Fluorine and chlorine sit at the two ends of one double bond in this six-membered ring. Fluorine is on C2 and chlorine on C3, and the results for F1, C2 and C3 are hidden. Which of the two alkene carbons has the higher shift, by how much, and where does fluorine itself lie?

GIAO shieldings and IAO charges of C6H8ClF, SMILES FC1=C(Cl)CCCC1, from PySCF 2.14.0: non-relativistic PBE0/pcSseg-1 with density fitting, gas phase, GFN2-xTB geometry. Shift is the shielding of the reference at the same level (CFCl3 for 19F, HCl for 35Cl, TMS for 13C and 1H) less that listed; span is the highest less the lowest principal value. Equivalent atoms are averaged.

| atom | equivalent | bonded to | shift (ppm) | shielding (ppm) | paramagnetic part (ppm) | span (ppm) | IAO charge (e) |
| --- | --- | --- | --- | --- | --- | --- | --- |
| F1 | 1 | C | ? | ? | ? | ? | ? |
| C2 | 1 | C C F | ? | ? | ? | ? | ? |
| C3 | 1 | C C Cl | ? | ? | ? | ? | ? |
| Cl4 | 1 | C | 196.3 | 753.5 | -391.6 | 392 | -0.03 |
| C5 | 1 | C C H H | 35.6 | 151.3 | -94.2 | 32 | -0.26 |
| C6 | 1 | C C H H | 27.3 | 159.6 | -88.0 | 7 | -0.25 |
| C7 | 1 | C C H H | 26.3 | 160.6 | -87.5 | 10 | -0.25 |
| C8 | 1 | C C H H | 31.4 | 155.5 | -94.8 | 17 | -0.28 |
| H9 | 2 | C | 2.3 | 29.4 | 0.3 | 10 | 0.15 |
| H11 | 2 | C | 1.6 | 30.1 | -0.1 | 11 | 0.14 |
| H13 | 2 | C | 1.7 | 30.0 | -0.3 | 11 | 0.14 |
| H15 | 2 | C | 2.4 | 29.3 | 0.0 | 10 | 0.16 |

**Chlorine, Cl4.** A shift is the shielding of a reference compound less the shielding here, so a higher shift means a less shielded nucleus. Each element has its own reference, and the chlorine shift can't be ranked against those of carbon. The useful entry in this row is the charge of -0.03. Chlorine draws hardly any net charge from the ring.

**The saturated carbons, C5 to C8.** These four lie between 26 and 36 ppm. C5 and C8, next to the double bond, are on average 6.7 ppm above C6 and C7. Charge alone does not set the order: C8 is the most negative of the four, yet it is less shielded than C6 and C7.

The shielding can be split into a paramagnetic part, which is negative for each of these four carbons, and a remainder. For the saturated carbons the remainder averages 247.9 ppm and varies by 4.8 ppm. That variation matters when these carbons are compared with each other, but it is small beside the change to be expected at a double bond. The split depends on the convention of the calculation, so it serves here as book-keeping.

**The hydrogens.** Each hydrogen row is the average over the two hydrogens of one CH₂ group. Their charges help with the top of the table, because the molecule is neutral. All known charges add up to +0.11, with equivalent atoms counted, so F1, C2 and C3 together must carry about -0.11. Rounding of the known charges could move this sum by up to 0.065.

**Back to the top: why a double bond matters.** A free closed-shell atom is one limit. Its electrons circulate in a magnetic field and shield the nucleus, and there is no paramagnetic part. In a molecule the field can also mix filled orbitals with empty ones, which usually deshields the nucleus, and the more so the closer the two lie in energy. A saturated carbon has only high-lying empty orbitals, whereas an alkene carbon has a low-lying π* orbital.

This mixing also depends on direction. A field in the plane of the double bond can turn filled σ orbitals into π*, but a field perpendicular to that plane cannot. The span, the highest less the lowest principal value of the shielding, should therefore be large. The forecast for both alkene carbons is a span between 110 and 210 ppm, far above those of the saturated carbons.

**What fluorine does to the two ends.** Two limiting cases help. A substituent that only pulled electrons through the σ bond would deshield mainly the carbon that holds it. One that only donated a lone pair into the π system would enrich the far carbon. In the usual picture, the 2p electrons there then spread out and deshield less. Fluorine does both, so C2 should go up and C3 down; chlorine does both more weakly.

**The estimate for C2.** The model adds rough, recalled substituent effects from ordinary spectra. A ring alkene carbon lies near 130 ppm, fluorine on it adds about 30, and chlorine on the neighbouring carbon takes off about 5. The sum is 130 + 30 - 5 = 155 ppm, with a range of ±12 ppm.

**The estimate for C3.** Chlorine on the carbon adds about 5 ppm, and fluorine on the neighbour takes off about 25, which gives 110 ppm. A further 10 ppm is added because a non-relativistic calculation with this kind of functional usually leaves a carbon next to chlorine too deshielded. The forecast is 120 ± 12 ppm. C2 should thus lie above C3 by 35 ppm, within ±17 ppm if the two errors are independent.

If the remainder stays at its saturated value, the paramagnetic part must carry the whole drop in shielding. The shift and shielding of any saturated carbon here add up to the shielding of TMS, 186.9 ppm. Taking off the forecast shift and the remainder leaves a paramagnetic part of -216 ppm at C2 and -181 ppm at C3, each within 20 ppm.

**The estimate for F1.** From rough recall, a single fluorine on a ring alkene carbon lies near -110 ppm. Calculations of this kind tend to deshield the fluorine of the reference, CFCl₃, too much, which makes other fluorine shifts too negative. An allowance of -10 ppm for this gives -120 ± 25 ppm. For the charges, neutrality fixes only the sum; the division into -0.2 for F1, +0.2 for C2 and -0.1 for C3, each ±0.1, is a guess.

The withheld rows as computed:

| atom | equivalent | bonded to | shift (ppm) | shielding (ppm) | paramagnetic part (ppm) | span (ppm) | IAO charge (e) |
| --- | --- | --- | --- | --- | --- | --- | --- |
| F1 | 1 | C | -101.9 | 272.8 | -198.8 | 172 | -0.27 |
| C2 | 1 | C C F | 165.6 | 21.4 | -227.7 | 138 | 0.27 |
| C3 | 1 | C C Cl | 122.1 | 64.8 | -191.9 | 118 | -0.08 |

**C2 and C3 revealed.** The order is right, and both shifts fall inside their ranges. C2 comes out at 165.6 ppm, near the upper edge of its range, and C3 at 122.1 ppm, close to its forecast. The gap between them is 43.5 ppm, wider than the central forecast of 35 but within its range. The substituent effects came from ordinary spectra and already held this order, so the agreement doesn't by itself show that withdrawal and donation are the cause.

The good result for C3 needs a second look. Without the 10 ppm allowed for chlorine, its estimate would have been 12 ppm too low. But the estimate for C2, which holds no chlorine and was given no such allowance, is also too low, by 11 ppm. The two alkene carbons therefore share nearly the same shortfall, and the agreement at C3 does not confirm an error special to the carbon next to chlorine. An effect of a few ppm could still hide in the rounded substituent effects.

The plain sums, 155 and 110 ppm, differ by 45 ppm, which is almost the computed gap. The simple addition thus describes the contrast between the two ends better than it describes their common level. A possible reason for the common shortfall is that the functional deshields alkene carbons somewhat too much, but this is untested here.

**Where the deshielding sits.** The paramagnetic part does carry the drop in shielding, and at both carbons it is 11 to 12 ppm more negative than forecast, within the stated range. At C2 this passes almost fully into the shift. At C3 the remainder is 256.7 ppm, about 9 ppm above the saturated average, and it cancels most of the excess. This offset is built into the book-keeping: the paramagnetic forecast was derived from the shift forecast, so when the shift is nearly right, a larger remainder must come with a more negative paramagnetic part.

The spans are 138 ppm at C2 and 118 ppm at C3. Both lie within the forecast, though in its lower half, and the largest span of a saturated carbon is only 32 ppm. This strong dependence on direction is what mixing with a π* orbital should produce. The calculation shows the spans and the paramagnetic parts; that π* is the orbital responsible is the argument from theory.

**Charge against bonding.** The three charges agree with the guesses within 0.1, and their sum of -0.08 agrees with neutrality within rounding. C2 is more positive than C3 by 0.35 and lies 43.5 ppm higher, so here charge and shift go together. From C5 to its neighbour C3, however, the charge rises by only 0.18, while the shift rises by 122.1 - 35.6 = 86.5 ppm. Half the change in charge comes with twice the change in shift, so charge alone can't set the shift: this step also leads from a saturated carbon to an alkene carbon that bears chlorine.

**F1 revealed.** Fluorine comes out at -101.9 ppm, inside the range but 18 ppm above the forecast. The allowance for the reference moved the estimate the wrong way: the plain value of -110 ppm would have been 8 ppm off. Fluorine shifts are sensitive to the functional and to the C–F distance, so this one result can't show whether the reference is well described or whether other errors offset its fault.

**The same ring with other substituents.** With an alkoxy group in place of fluorine, the same pattern is expected. Oxygen donates its lone pair more readily, so the far carbon can be shielded even more, unless crowding by chlorine and the ring twists the group and weakens the donation. In the saturated ring there is no π system to receive the lone pair. Fluorine still deshields its own carbon strongly, but the neighbouring carbon is no longer pushed to a lower shift. This contrast fits donation through the double bond, though the table here does not test it.

The output below lists the forecasts, together with the remainder averaged over C5 to C8, beside the computed values.

The analysis program printed:

```
TMS carbon shielding implied by the CH2 rows (ppm): 186.9
mean remainder of the CH2 carbons, shielding less paramagnetic part (ppm): 247.9
spread of that remainder over the CH2 carbons (ppm): 4.8
allylic C5 and C8 less C6 and C7, mean shift (ppm): 6.7
sum of all known charges, equivalent atoms counted (e): 0.11
largest rounding error of that sum (e): 0.065
forecast shifts of F1 then C2 then C3 (ppm): F1 -120, C2 155, C3 120
their error bars (ppm): F1 25, C2 12, C3 12
computed shifts of F1 then C2 then C3 (ppm): F1 -101.9, C2 165.6, C3 122.1
forecast less computed shift of F1 then C2 then C3 (ppm): F1 -18.1, C2 -10.6, C3 -2.1
forecast paramagnetic part of C2 (ppm): -216
forecast paramagnetic part of C3 (ppm): -181
forecast less computed paramagnetic part of C2 (ppm): 11.72
forecast less computed paramagnetic part of C3 (ppm): 10.93
computed remainder of C2 (ppm): 249.1
computed remainder of C3 (ppm): 256.7
computed shift of C2 less that of C3 (ppm): 43.5
computed paramagnetic part of C2 less that of C3 (ppm): -35.8
forecast charges of F1 then C2 then C3 (e): F1 -0.2, C2 0.2, C3 -0.1
computed charges of F1 then C2 then C3 (e): F1 -0.27, C2 0.27, C3 -0.08
sum of the three computed charges (e): -0.08
computed spans of F1 then C2 then C3 (ppm): F1 172, C2 138, C3 118
```
